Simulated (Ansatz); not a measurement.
The dipole moment down a group: C to Ge

One atom is swapped for its congeners: C3H6O2 `COC(C)=O`; C2H6O2Si `CC(=O)O[SiH3]`; C2H6GeO2 `CC(=O)[O][GeH3]`. All are singlets with charge 0.

Shapes, held fixed at every level: PBE0-D4/def2-TZVP. Flexible molecules stand in one conformer, not always the lowest. Programs: Ansatz 0.2.0. Values in D.

```tsv
level	C3H6O2	C2H6O2Si	C2H6GeO2
PBE-D4/def2-TZVPP	1.84	1.76	1.46
r2SCAN-D4/def2-TZVPP	1.90	1.84	1.52
B3LYP-D4/def2-TZVPP	1.89	1.81	1.51
wB97M-V/def2-TZVPP	1.89	1.82	1.52
```

At wB97M-V/def2-TZVPP the dipole moment falls at every step, from 1.89 to 1.52 D. Every level shows the same order. Relativity is left out for Ge unless named.

The dipole moment falls unevenly: the change from carbon to silicon is small, about the size of the spread between functionals for a single molecule, while the drop to germanium is clearly larger. A more polar O–Si or O–Ge bond need not raise the total moment, because the bond moments add as vectors. In the Z arrangement usual for esters, the group on the ester oxygen lies on the same side as the carbonyl oxygen, so positive charge on that group opposes the C=O moment. This probably explains why both heavier congeners lie below methyl acetate.

Electronegativity alone doesn't account for the further fall, since germanium is no more electropositive than silicon. Longer bonds and the less hydridic hydrogens of the germyl group may strengthen the cancellation, as may a different tilt of the group towards the carbonyl oxygen. The smaller total moment is therefore no sign of a less polar O–Ge bond, and total moments alone can't separate charge transfer from geometry.
